Two cages of Ge12N are compared here, and the table gives the energy of the second minus that of the first. A positive value therefore means that the first isomer lies lower. Every level uses the same pair of structures, relaxed with PBE-D4/def2-SVP, so the rows differ in the electronic calculation alone.

Isomer energies of Ge12N (second isomer minus first; charge 0 e, spin multiplicity 2) at the levels listed, computed with Ansatz 0.2.0 and tblite 0.8.0 at PBE-D4/def2-SVP geometries. The GFN1-xTB and GFN2-xTB rows use an electronic temperature of 300 K and no spin-polarisation term.

```
       result level  result isomer energy (kJ/mol)
           GFN1-xTB                         -32.40
           GFN2-xTB                          36.90
          HF/STO-3G                        -214.50
        HF/def2-SVP                           2.20
    PBE-D4/def2-SVP                          54.30
   PBE-D4/def2-TZVP                          61.90
revPBE-D4/def2-TZVP                          62.90
r2SCAN-D4/def2-TZVP                          46.90
   PBE0-D4/def2-SVP                          43.10
  PBE0-D4/def2-TZVP                          53.30
   RPA-PBE/def2-SVP                          46.00
       MP2/def2-SVP                         113.70
```

Which isomer is lower? All density-functional and RPA rows choose the first, by 43 to 63 kJ/mol. MP2 agrees on the sign but gives about twice that size, while Hartree–Fock (HF) in def2-SVP finds the two nearly level. Only HF/STO-3G and GFN1-xTB prefer the second.

How do the two structures differ? The cages have almost the same size, so overall size does not tell them apart. The clear difference is at nitrogen, which has three germanium neighbours in the first isomer and four in the second, with mean bond lengths of 1.90 and 2.00 Å. Three bonds and a lone pair are the usual arrangement for nitrogen, and a fourth neighbour can be bound only by drawing that lone pair into the bonding, here with longer and probably weaker bonds. This may contribute to the usual order, but it does not establish the cause. Four weaker bonds can together hold nitrogen as firmly as three stronger ones, and the germanium frameworks differ as well; the two shares have not been separated.

Why does HF reverse its answer so violently when the basis changes? It moves from −214.5 kJ/mol in STO-3G to 2.2 in def2-SVP. A minimal basis has one fixed function for each atomic orbital, so the charge around an atom cannot expand and can hardly polarise. Nitrogen, which draws electrons from germanium, may then repair its poor description by borrowing functions from its neighbours, and four neighbours lend more than three. That would favour the second isomer falsely, though this cause has not been tested. Both STO-3G solutions are also spin-contaminated, the first more than the second, and a change of electronic state between the two basis sets has not been ruled out.

What would a still larger basis do? Going from def2-SVP to def2-TZVP raises the preference for the first isomer by 7.6 kJ/mol with PBE and by 10.2 with PBE0. The two steps are similar, probably because both functionals need much the same extra freedom in their orbitals. Adding the PBE step to the PBE0 value in def2-SVP misses the computed def2-TZVP value by 2.6 kJ/mol for this pair of isomers. MP2 and RPA are a different matter, since their correlation energy depends on the empty orbitals and converges much more slowly with the basis. Both also correlate outer core shells here without the basis functions suited to them, which adds an error of unknown size.

What would more exact exchange do? PBE0 replaces a quarter of the PBE exchange by exact exchange, and in def2-SVP this lowers the value from 54.3 to 43.1 kJ/mol. If the effect grows in proportion, replacing all of it has four times the effect:

54.3 + 4 × (43.1 − 54.3) = 9.5 kJ/mol

HF, which has full exact exchange but neither correlation nor the D4 dispersion term, gives 2.2 and was not used in the estimate. The rough agreement fits the view that most of the way from PBE to HF is a change of exchange, but does not prove it. Nor does it show that correlation matters little: RPA combines exact exchange with its own correlation and gives 46.0 kJ/mol. On the same straight line, a hybrid with half exact exchange would fall near 30 kJ/mol in def2-SVP. The reading assumes that both isomers keep comparable electronic states along the way, which spin contamination could upset. The output after the text lists this estimate and the basis steps.

Can the quick methods settle the order? GFN1-xTB gives −32.4 kJ/mol and GFN2-xTB 36.9, so two methods of the same family contradict each other. Neither was allowed to relax the structures, and the forces left on some atoms exceed 1 eV/Å. Relaxation could change both values appreciably, so these two numbers judge the methods only at borrowed geometries.

Which digits can be trusted? In def2-TZVP the four functionals spread over 16 kJ/mol, so the tens digit is already uncertain and the decimals carry no chemical meaning. The gap of 1 kJ/mol between PBE and revPBE is no ground for ranking them. What survives a change of functional is the sign and a rough size of 50 kJ/mol. That is agreement among related approximations, not a measurement of the true value.

Why, then, does MP2 stand so far out? It lies 111.5 kJ/mol above HF in the same basis, whereas RPA, which also adds correlation to exact exchange, stays close to PBE0. MP2 treats each pair of electrons without the screening by all the others that RPA includes, and it is known to exaggerate correlation when the gap between filled and empty levels is small. Yet GFN2-xTB finds the smaller gap in the second isomer, 0.6 against 1.2 eV. If the HF levels that MP2 uses in def2-SVP follow the same order, exaggeration would tend to favour the second isomer, not the first, so this familiar fault does not readily explain the result. The small basis alone is an unlikely cause too, since RPA uses the same one. The two methods also start from different orbitals: RPA builds on PBE, MP2 on HF, whose solutions may be spin-contaminated to different degrees in the two isomers. Whether that is the cause remains open; comparing the spin of both isomers in def2-SVP would be the first step towards an answer.

Numerical output:

```
Ge atoms within 2.3 angstrom of N, first isomer: 3
Ge atoms within 2.3 angstrom of N, second isomer: 4
mean N-Ge bond length, first isomer, angstrom: 1.897
mean N-Ge bond length, second isomer, angstrom: 2
root-mean-square radius of the Ge cage, first isomer, angstrom: 2.658
root-mean-square radius of the Ge cage, second isomer, angstrom: 2.709
HF change from STO-3G to def2-SVP, kJ/mol: 216.7
PBE-D4 change from def2-SVP to def2-TZVP, kJ/mol: 7.6
PBE0-D4 change from def2-SVP to def2-TZVP, kJ/mol: 10.2
PBE0-D4/def2-TZVP predicted by adding the PBE basis step, kJ/mol: 50.7
miss of that prediction (predicted less computed), kJ/mol: -2.6
PBE0-D4 less PBE-D4 in def2-SVP, kJ/mol: -11.2
PBE0-D4 less PBE-D4 in def2-TZVP, kJ/mol: -8.6
rough estimate for full exact exchange with PBE correlation, def2-SVP, kJ/mol: 9.5
that estimate less HF/def2-SVP, kJ/mol: 7.3
MP2 less HF in def2-SVP, kJ/mol: 111.5
MP2 less RPA in def2-SVP, kJ/mol: 67.7
RPA less PBE0-D4 in def2-SVP, kJ/mol: 2.9
spread of the four functionals in def2-TZVP, kJ/mol: 16
GFN2-xTB less GFN1-xTB at the same geometries, kJ/mol: 69.3
GFN2-xTB gap, first isomer, eV: 1.181
GFN2-xTB gap, second isomer, eV: 0.6161
```
